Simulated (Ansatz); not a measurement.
## MgO: pressure against volume scale

All results are calculated (Ansatz 0.2.0). Periodic Kohn-Sham DFT of a crystal at fixed atoms, scaled to volume_scale times the given cell; pressure positive in compression, energy less spherical unpolarised free atoms, largest_vzz the field gradient of largest size among the nuclei.

The cell before it is scaled or strained (space group Fm-3m, No. 225):
```
MgO
1.0
      0.0000     2.1352     2.1352
      2.1352     0.0000     2.1352
      2.1352     2.1352     0.0000
Mg O
1 1
Direct
  0.00000 0.00000 0.00000
  0.50000 0.50000 0.50000
```

Settings of every row: method frozen-core PAW; functional PBE; relativity scalar; k mesh 10x10x10; filling fermi-dirac; smearing width 0.01 eV; wave cutoff 420 eV; paw set soft_2.

Atom start moment: 0 on all atoms.

Limits: the cell was measured well above room temperature.

```
row  volume scale  V (Å³/atom)  pressure (GPa)
  1          0.95        9.248           6.414
  2         0.975        9.491           2.098
  3             1        9.734               ?
  4         1.025        9.977          -5.022
  5          1.05        10.22          -7.951
```

Question: what pressure should row 3 give?

Worked fit of pressure. Take u = (V_r/V)^(2/3) − 1 with V_r = 9.734 Å³ an atom, which is twice the finite (Eulerian) strain; such expansions in the strain, on which the Birch-Murnaghan equation of state is built, carry the rest volume and the bulk modulus. The shown rows have u = 0.03473, 0.017, -0.0163, -0.03196. Least squares give pressure = −1.6938 + 213.751 × u + 565.15 × u² GPa; a straight line predicts inner rows, each left out in turn, worse (root mean square 0.36 against 0.014 GPa). The rows lie off it by 0.003, -0.005, 0.006, -0.003 (root mean square 0.0044 GPa). The pressure vanishes at u = 0.0078, or V = 9.622 Å³ an atom, and there the bulk modulus at fixed shape and fractions is B = −V dP/dV = (2/3)(1 + u) dP/du = 150 GPa. The withheld row has u = 0, so the fit gives −1.6938 + 213.751 × (0) + 565.15 × (0)² = -1.694 GPa.

The calculation gave -1.689 GPa. The fit lies 0.005 GPa (0.035 % of the column's range) below it; its largest miss of a shown row is 0.006 GPa.
